# Margin comments: thermalisation redshift and the S-shaped peak position for a Gaussian density of exciton states

**Conventions.** $k=0.08617$ meV/K, $\beta=1/kT$. An exciton state has transition energy $E=E_0(T)+\varepsilon$, where $E_0(T)=E_g(T)-E_b$ is the centre of the distribution, $E_g$ the gap of the average alloy and $E_b$ the binding energy. A redshift is a negative shift. $s$ is a standard deviation, $W$ a full width at half maximum, and $z=s/kT$.

**Premises.**
- (P1) The localised exciton states have a static density $g(\varepsilon)=N(2\pi s^2)^{-1/2}e^{-\varepsilon^2/2s^2}$, with uncorrelated site energies.
- (P2) Transfer rates obey detailed balance at the lattice temperature.
- (P3) Transfer is fast on the scale of the lifetime $\tau$ and samples many sites.
- (P4) Every site occupation is far below one.
- (P5) The radiative rate $r$ does not depend on $\varepsilon$.
- (P6) $s$ and $E_b$ do not depend on $T$, so $dE_0/dT=dE_g/dT$.

## Comment 1. Why a decaying population is Boltzmann at all

Excitons are generated at rate $G_i$ and lost at rate $1/\tau$, so Boltzmann occupation is a limit and not an axiom. By (P4) the rate equations are linear:

$$\dot p_i=G_i-\frac{p_i}{\tau}-\sum_j L_{ij}p_j,\qquad L_{ij}=\delta_{ij}\sum_l w_{i\to l}-w_{j\to i}.$$

(P2) reads $\pi_iw_{i\to j}=\pi_jw_{j\to i}$ with $\pi_i=e^{-\beta\varepsilon_i}$. It makes $S_{ij}=\pi_i^{-1/2}L_{ij}\pi_j^{1/2}$ symmetric, and with $x_i=\pi_i^{1/2}y_i$,
$$x^{T}Sx=\tfrac12\sum_{ij}\pi_iw_{i\to j}(y_i-y_j)^2\ge0 .$$
The eigenvalues $\Gamma_m$ of $L$ are therefore real and non-negative, and on a connected set of sites the only zero mode is $y=$ const, that is $p\propto\pi$. Expanding $G=\sum_m c_mu_m$ in eigenvectors of $L$, the steady state is

$$p=\tau(1+\tau L)^{-1}G=\tau\sum_m\frac{c_mu_m}{1+\Gamma_m\tau}.\tag{1}$$

For $\Gamma_m\tau\gg1$ ($m\neq0$) only the Boltzmann mode survives. For $\Gamma_m\tau\ll1$, $p=\tau G$ and the emission copies the generation profile. In a macroscopic layer the slowest modes are long-range diffusion and never satisfy $\Gamma_m\tau\gg1$. What (P3) asks is equilibrium within a region of $n$ sites that is a fair sample of $g$; Comment 5 says how large $n$ must be.

## Comment 2. Completing the square

The photon rate per unit energy is $I(\varepsilon)\propto r\,g(\varepsilon)e^{-\beta\varepsilon}$. The exponent is

$$-\frac{\varepsilon^2}{2s^2}-\beta\varepsilon=-\frac{(\varepsilon+\beta s^2)^2}{2s^2}+\frac{\beta^2s^2}{2},$$

as expanding the square confirms. The last term is independent of $\varepsilon$ and gives the normalisation $\langle e^{-\beta\varepsilon}\rangle_g=e^{z^2/2}$. The emission is a Gaussian of the same $s$, with mean and peak at $\varepsilon=-s^2/kT$:

$$E_{\rm peak}(T)=E_0(T)-\frac{s^2}{kT}.\tag{2}$$

Half maximum lies where $e^{-(W/2)^2/2s^2}=\tfrac12$, so $W=2\sqrt{2\ln2}\,s=2.355\,s$ and

$$\frac{s^2}{kT}=\frac{W^2}{8\ln2\;kT}=0.180\,\frac{W^2}{kT}.$$

The emitting states lie $z$ standard deviations below the centre. Equation (2) is the band-tail expression of Eliseev and co-workers (1997); writing $E_g$ for $E_0$ merely drops the constant $E_b$.

Only the product $r\,g$ enters the line shape. Dark states, such as moving excitons of large wave vector, take population but do not alter the shape. What must be Gaussian is thus the oscillator-strength-weighted density, which the excitonic absorption line maps, and $s^2/kT$ is the Stokes shift from that line.

## Comment 3. What is special about the Gaussian

For any $g$ with cumulants $\kappa_j$, $\ln\langle e^{-\beta\varepsilon}\rangle=-\beta\kappa_1+\beta^2\kappa_2/2-\beta^3\kappa_3/6+\dots$. The mean of the occupied distribution is $-\partial_\beta$ of this and the variance is $\partial_\beta^2$ of it:

$$\langle\varepsilon\rangle=\kappa_1-\beta\kappa_2+\tfrac12\beta^2\kappa_3-\dots,\qquad {\rm var}=\kappa_2-\beta\kappa_3+\dots$$

A width independent of $T$ and a pure $1/T$ shift both rest on $\kappa_{j\ge3}=0$. With skewness $\gamma=\kappa_3/s^3$ the shift of the mean becomes $-\beta s^2(1-\gamma z/2)$. If the energy is linear in the number of Al atoms among $M$ randomly filled cation sites, the binomial distribution gives $\gamma=(1-2x)/\sqrt{Mx(1-x)}$. An exponential tail $e^{\varepsilon/E_U}$ is a different case altogether: $\langle e^{-\beta\varepsilon}\rangle$ diverges for $kT\le E_U$ and no Boltzmann peak exists.

## Comment 4. The maximum, and why there is only one

Differentiating (2) under (P6),

$$\frac{dE_{\rm peak}}{dT}=\frac{dE_g}{dT}+\frac{s^2}{kT^2}=\frac{s^2/k-H(T)}{T^2},\qquad H(T)\equiv-T^2\frac{dE_g}{dT}.$$

The stationary point satisfies

$$\frac{dE_g}{dT}=-\frac{s^2}{kT^2}\quad\Longleftrightarrow\quad H(T_{\max})=\frac{s^2}{k}.\tag{3}$$

If $H$ rises monotonically from zero without bound, the derivative changes sign once, from plus to minus, and the point is the single maximum. Both usual gap laws qualify.

*Varshni form*, $E_g=E_g(0)-\alpha T^2/(T+T_V)$:
$$H=\frac{\alpha T^3(T+2T_V)}{(T+T_V)^2}=\alpha T^2\left[1-\frac{T_V^2}{(T+T_V)^2}\right],$$
a product of two positive increasing factors. For $T\ll T_V$, $H\approx2\alpha T^3/T_V$, so $T_{\max}\approx(T_Vs^2/2\alpha k)^{1/3}\propto s^{2/3}$. In general $d\ln T_{\max}/d\ln s=2/(d\ln H/d\ln T)$ with $d\ln H/d\ln T=3+T/(T+2T_V)-2T/(T+T_V)$.

*Single-oscillator form*, $E_g=E_g(0)-A/(e^{\Theta/T}-1)$: here $H=A\Theta/[4\sinh^2(\Theta/2T)]$, again increasing, and (3) solves in closed form,
$$T_{\max}=\frac{\Theta}{2\,{\rm arsinh}\!\left(\sqrt{Ak\Theta}/2s\right)}.\tag{4}$$

Equation (2) thus gives a blueshift followed by a redshift, an inverted U. It contains two of the three limbs of the S and runs to $-\infty$ as $T\to0$.

## Comment 5. A finite sample of sites puts a floor under the shift

Let each exciton equilibrate among $n$ independent sites, all such groups being pumped equally. The mean emission energy is $U_n=-\partial_\beta\,\overline{\ln Z}$ with $Z=\sum_{i=1}^ne^{-\beta\varepsilon_i}$, the bar averaging over disorder. Equation (2) corresponds to $-\partial_\beta\ln\overline Z$, with $\overline Z=ne^{z^2/2}$. The two agree only if $Z$ fluctuates little.

*Leading correction.* Since $\langle e^{-2\beta\varepsilon}\rangle=e^{2z^2}$, ${\rm var}Z/\overline Z^2=(e^{z^2}-1)/n$. Expanding the logarithm to second order in $Z-\overline Z$,
$$\overline{\ln Z}\approx\ln n+\frac{z^2}{2}-\frac{e^{z^2}-1}{2n},\qquad U_n\approx-\frac{s^2}{kT}\left(1-\frac{e^{z^2}}{n}\right).\tag{5}$$
This is the first term in $1/n$. The third moment adds about $+e^{3z^2}/3n^2$ to $\overline{\ln Z}$, so the correction in (5) is accurate only for $e^{2z^2}/n\ll1$, that is for $kT$ well above $s/\sqrt{\tfrac12\ln n}$. At lower $T$ the second moment is dominated by sites about $2z$ standard deviations deep, which most samples do not contain.

*Resummed correction.* Take one site at $\varepsilon=-s(z+v)$, with weight $x=e^{zv+z^2/2}/n$ relative to $\overline Z$, and replace all others by their average, of weight 1 and mean energy $-sz$. The site changes the mean by $-svx/(1+x)$, and the expected number of such sites is $\varphi(v)\,dv/x$, with $\varphi$ the unit normal density. Summing these changes and integrating by parts,
$$U_n\approx-\frac{s^2}{kT}\,(1-J),\qquad J=\int\varphi(v)\,\frac{x}{(1+x)^2}\,dv.\tag{5a}$$
This estimate leaves out the fluctuations of the other sites and serves while $J\ll1$. Dropping the denominator gives $\int\varphi\,x\,dv=e^{z^2}/n$ and returns (5). Hence $J\le e^{z^2}/n$, and (2) is safe for $kT$ well above $kT_1=s/\sqrt{\ln n}$.

*Strict floor.* No occupation can put the mean below the lowest site. Let $m=\max_i(-\varepsilon_i)$. For $t>0$, Jensen's inequality and $e^{tm}\le\sum_ie^{-t\varepsilon_i}$ give $e^{t\overline m}\le\overline{e^{tm}}\le ne^{t^2s^2/2}$, so $\overline m\le\ln n/t+ts^2/2$. The best $t$ is $\sqrt{2\ln n}/s$:
$$U_n\ge-s\sqrt{2\ln n}.\tag{6}$$
Equation (2) violates (6) for $kT<kT_2=s/\sqrt{2\ln n}$, so there it is certainly false. Both results concern the mean; once the line is no longer Gaussian, the peak differs somewhat from the mean.

## Comment 6. The first limb of the S is kinetic

For any fixed set of levels in equilibrium, $dU/dT={\rm var}(\varepsilon)/kT^2\ge0$. Equilibrium can only move the population upward on warming. A low-temperature redshift steeper than that of $E_g(T)$ therefore proves that equilibrium over a fixed set of sites does not hold.

Two sites show the mechanism exactly. Put them at $0$ and $-\Delta$, pump them equally, and join them over a barrier $B>0$: $w_\downarrow=\nu e^{-\beta B}$, $w_\uparrow=w_\downarrow e^{-\beta\Delta}$, $\Gamma=w_\uparrow+w_\downarrow$. Summing the two rate equations gives $p_1+p_2=2G\tau$; inserting this in $G-p_1/\tau-w_\downarrow p_1+w_\uparrow p_2=0$ gives the fraction on the upper site,
$$f=\frac{\tfrac12+w_\uparrow\tau}{1+\Gamma\tau}=\frac{1-\lambda}{2}+\frac{\lambda}{1+e^{\beta\Delta}},\qquad\lambda=\frac{\Gamma\tau}{1+\Gamma\tau},$$
an instance of (1). The mean energy $-\Delta(1-f)$ is
$$\langle\varepsilon\rangle=-\frac\Delta2-\frac\Delta2\,\lambda\tanh\frac{\Delta}{2kT}.$$
The second term vanishes at $T\to0$, where $\lambda\to0$, and at $T\to\infty$, where the hyperbolic tangent vanishes, and is negative between. The energy falls as the exciton becomes able to leave the shallow site, near $kT\approx B/\ln(\nu\tau)$, and then rises as equilibrium refills it. Adding $E_g(T)$ gives red, blue, red.

For the Gaussian an estimate follows. An exciton at the equilibrium depth $s^2/kT$ must climb towards the centre, where sites are dense, within its lifetime: $\nu\tau\,e^{-s^2/(kT)^2}\gtrsim1$, or $kT\gtrsim s/\sqrt{\ln\nu\tau}$. This coincides with $T_1$ if $n\approx\nu\tau$, the number of attempts per lifetime. It is a scale with logarithmic accuracy. The position and depth of the minimum of the S need the full hopping problem and do not follow from (2).

## Comment 7. Three smaller gaps

*State filling (P4).* With at most one exciton per site, the Boltzmann limit is $f(\varepsilon)=e^{\beta(\mu-\varepsilon)}$, and the filled fraction is $\phi=e^{\beta\mu+z^2/2}$. One standard deviation below the peak, at $\varepsilon=-s(z+1)$, $f=\phi\,e^{z^2/2+z}$. This, and not $\phi$, must be small. Otherwise the deep states saturate and the redshift shrinks with pump power.

*Prefactors (P5).* A factor $E^p$ in the spectrum adds $p\ln E$ to the exponent, and setting the derivative to zero moves the peak by $+ps^2/E$, independent of $T$. A fixed dipole moment gives $p=3$ for the photon rate; a spectrum per unit wavelength carries two more powers.

*Which width.* A symmetric single-peaked instrument function does not move the peak: it and the Gaussian are positive mixtures of centred boxes, and two centred boxes convolve to a centred trapezoid. For phonons take a classical coordinate $q$ with energy $Kq^2/2$, to which the exciton adds $-Fq$. In emission $q$ has mean $F/K$ and variance $kT/K$, so the transition energy is lowered by $F^2/K$, a constant absorbed in $E_0$, and acquires the variance $s_h^2=F^2kT/K$. The observed variance is $s^2+s_h^2$, but only the static $s^2$ belongs in the $1/T$ term. A warm luminescence width inserted in $0.180\,W^2/kT$ overstates that term.

## Comment 8. Range of validity

Equations (2) and (3) hold when $e^{z^2}/n\ll1$ with $n$ of order $\nu\tau$; $\phi\,e^{z^2/2+z}\ll1$; $|\gamma|z/2\ll1$ and the tail is Gaussian down to about $(z+1)s$; one exciton line dominates, with no overlap from donor-bound, phonon-replica or split valence-band lines; and $s$, $E_b$ are constant. At high $T$, exciton dissociation adds band-to-band emission, which (P1) does not describe. Equation (3) has meaning only if $T_{\max}$ lies clearly above $T_1$.

## Comment 9. Numbers for an Al$_{0.2}$Ga$_{0.8}$N epilayer

Typical or assumed inputs, all approximate: $\alpha=1.1$ meV/K, $T_V=960$ K, $E_0\approx3.9$ eV, $\Theta=400$ K, $\nu=10^{13}$ s$^{-1}$, $\tau=0.1$ to $1$ ns (hence $n\approx10^3$ to $10^4$), $M=10^3$, and $s=15$ meV. The value of $s$ was chosen so that the maximum falls in the range of roughly 100 to 150 K that is typical of such layers; the location of the maximum is therefore no test of the model.

Then $W=35.3$ meV and $s^2/k=2611$ meV K. Energies are in meV relative to $E_0(0)$, each rounded separately.

| $T$ (K) | $z$ | gap term | $-s^2/kT$ | $E_{\rm peak}-E_0(0)$ | $e^{z^2}/n$, $n=10^3$ |
|---|---|---|---|---|---|
| 60 | 2.90 | $-3.9$ | $-43.5$ | $-47.4$ | 4.5 |
| 80 | 2.18 | $-6.8$ | $-32.6$ | $-39.4$ | 0.11 |
| 110 | 1.58 | $-12.4$ | $-23.7$ | $-36.2$ | 0.012 |
| 150 | 1.16 | $-22.3$ | $-17.4$ | $-39.7$ | 0.0038 |
| 200 | 0.87 | $-37.9$ | $-13.1$ | $-51.0$ | 0.0021 |
| 300 | 0.58 | $-78.6$ | $-8.7$ | $-87.3$ | 0.0014 |

*Maximum.* The Varshni form of (3) gives the model's $T_{\max}=110$ K; the cube-root estimate gives 104 K, and $d\ln T_{\max}/d\ln s=0.70$. The single-oscillator law, with $A=220$ meV fixed to give the same 78.6 meV shrinkage at 300 K, yields 112 K from (4).

*Failure at low temperature.* $T_1=66$ K and $T_2=47$ K for $n=10^3$; 57 K and 41 K for $n=10^4$. The floors (6) are $-56$ and $-64$ meV. Direct integration of the distribution of the lowest of $10^3$ sites puts its mean at $-3.24\,s=-49$ meV, inside the bound. At 10 K equation (2) would demand a shift of $-261$ meV. The 60 K row lies outside the valid range for $n=10^3$ and at its edge for $n=10^4$.

*Neglected terms.* The correction in (5) is accurate only well above 94 K for $n=10^3$ and 81 K for $n=10^4$. At 110 K and $n=10^3$, where $e^{2z^2}/n=0.15$, the finite-sample term raises the mean by 0.3 meV according to (5) and by 0.2 meV according to (5a). Its slope matters more: replacing $s^2/kT$ by (5) turns (3) into $H=(s^2/k)[1-(1+2z^2)e^{z^2}/n]$, whose root near the old one is 107 K; with (5a) the maximum lies at 108 K. Binomial skewness, $\gamma=0.047$, reduces the shift by about 4 %, or 0.9 meV. The prefactor $p=3$ adds 0.17 meV. State filling is enhanced by $e^{z^2/2+z}=17$ over $\phi$.

At 80 K, $e^{2z^2}/n=13$ for $n=10^3$ and 1.3 for $n=10^4$, so (5) is out of range and its values, 3.7 and 0.4 meV, are too large. Equation (5a) gives 1.2 and 0.25 meV. The rise of (2) from 80 to 110 K is 3.2 meV. For the smaller $n$ the neglected term is about 0.4 of this rise and leaves a blueshift of about 2 meV: most of the rise survives, but its height is not fixed by $s$ alone. With these inputs the model supports a stationary point near 110 K, to within a few kelvin, and a thermalisation redshift that falls from about 24 meV there to about 9 meV at 300 K.